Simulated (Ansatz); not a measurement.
CaF3: the change of energy above lowest point with volume scale

All results are calculated (Ansatz 0.2.0). Free energy against uniform scaling of the volume at fixed shape and fractions; periodic cell, basis, potentials, k mesh and filling as listed.

The cell before it is scaled or strained (space group I4/mmm, No. 139):
```
cell vectors (Å)
  -1.8994     1.8994     3.2227
   1.8994    -1.8994     3.2227
   1.8994     1.8994    -3.2227
atoms (fractions of the cell vectors)
Ca  0.00000  0.00000  0.00000
F   0.75000  0.25000  0.50000
F   0.25000  0.75000  0.50000
F   0.50000  0.50000  0.00000
```

Settings of every row: functional r2SCAN; dispersion none; potentials PAW; wave cutoff 530 eV; density cutoff 2120 eV; k mesh 9x9x9; k shift 0x0x0; occupations cold; smearing width 0.1 eV; spin none.

Limits: coarse k mesh, up to 40 meV an atom off; odd electron count without spin; the cell comes from a prototype or a list of computed structures and needn't be the stable phase.

| row | volume scale | V (Å³/atom) | energy above lowest point (meV/atom) |
| --- | --- | --- | --- |
| 1 | 0.9 | 10.464 | 13.8 |
| 2 | 0.925 | 10.755 | 4.3 |
| 3 | 0.95 | 11.045 | 0 |
| 4 | 0.975 | 11.336 | ? |
| 5 | 1 | 11.627 | 4.4 |
| 6 | 1.025 | 11.917 | 11.9 |
| 7 | 1.05 | 12.208 | 22.4 |
| 8 | 1.075 | 12.499 | 35.3 |
| 9 | 1.1 | 12.789 | 50.4 |

Question: what energy above lowest point should row 4 give?

Worked fit of energy above lowest point. Take u = (V_r/V)^(2/3) − 1 with V_r = 11.772 Å³ an atom, which is twice the finite (Eulerian) strain; such expansions in the strain, on which the Birch-Murnaghan equation of state is built, carry the rest volume and the bulk modulus. The shown rows have u = 0.08169, 0.06209, 0.04341, 0.0083, -0.00813, -0.02395, -0.03916, -0.05374. Least squares give energy above lowest point = 7.77 − 458.2 × u + 6345 × u² + 2062 × u³ meV/atom; a parabola predicts inner rows, each left out in turn, worse (root mean square 0.16 against 0.036 meV/atom). All shown rows lie on it to the printed digit. Its lowest point lies at u = 0.0355, or V = 11.17 Å³ an atom, and the curvature there gives the bulk modulus at fixed shape and fractions, B = (4/9)(1 + u)² E″(u)/V = 89.7 GPa. Letting shape and atoms relax would as a rule lower it, by much in layered, chain or molecular crystals. The withheld row has u = 0.02548, so the fit gives 7.77 − 458.2 × (0.02548) + 6345 × (0.02548)² + 2062 × (0.02548)³ = 0.2 meV/atom.

The calculation gave 0.3 meV/atom. The fit lies 0.1 meV/atom (33 % of the value, 0.2 % of the column's range) below it, one unit of the last digit.
